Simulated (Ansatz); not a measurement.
## AlN: the change of energy above lowest point with volume scale

All results are calculated (Ansatz 0.2.0). Free energy against uniform scaling of the volume at fixed shape and fractions; periodic cell, basis, potentials, k mesh and filling as listed.

The cell before it is scaled or strained (space group F-43m, No. 216):
```
CELL_PARAMETERS angstrom
0.00000 2.18400 2.18400
2.18400 0.00000 2.18400
2.18400 2.18400 0.00000
ATOMIC_POSITIONS crystal
Al 0.00000 0.00000 0.00000
N 0.75000 0.75000 0.75000
```

Settings of every row: functional LDA; dispersion none; potentials all-electron LAPW; k mesh 8x8x8; k shift 0x0x0; occupations fixed; smearing width 0 eV; spin none; basis error target 0.001 eV/atom.

```
row  volume scale  V (Å³/atom)  energy above lowest point (meV/atom)
  1          0.94        9.792                                  13.5
  2          0.96       10.001                                     ?
  3          0.98       10.209                                     0
  4             1       10.417                                     2
  5          1.02       10.626                                   9.2
  6          1.04       10.834                                  20.9
  7          1.06       11.042                                  36.9
```

Question: what energy above lowest point should row 2 give?

Worked fit of energy above lowest point. Take u = (V_r/V)^(2/3) − 1 with V_r = 10.521 Å³ an atom, which is twice the finite (Eulerian) strain; such expansions in the strain, on which the Birch-Murnaghan equation of state is built, carry the rest volume and the bulk modulus. The shown rows have u = 0.04904, 0.02027, 0.00664, -0.0066, -0.01935, -0.03171. Least squares give energy above lowest point = 4.97 − 542.7 × u + 14616 × u² meV/atom; a straight line predicts inner rows, each left out in turn, worse (root mean square 9.8 against 0.038 meV/atom). All shown rows lie on it to the printed digit. Its lowest point lies at u = 0.0186, or V = 10.23 Å³ an atom, and the curvature there gives the bulk modulus at fixed shape and fractions, B = (4/9)(1 + u)² E″(u)/V = 211 GPa. The withheld row has u = 0.03437, so the fit gives 4.97 − 542.7 × (0.03437) + 14616 × (0.03437)² = 3.6 meV/atom.

The calculation gave 3.6 meV/atom. The fit meets it to the printed digit.
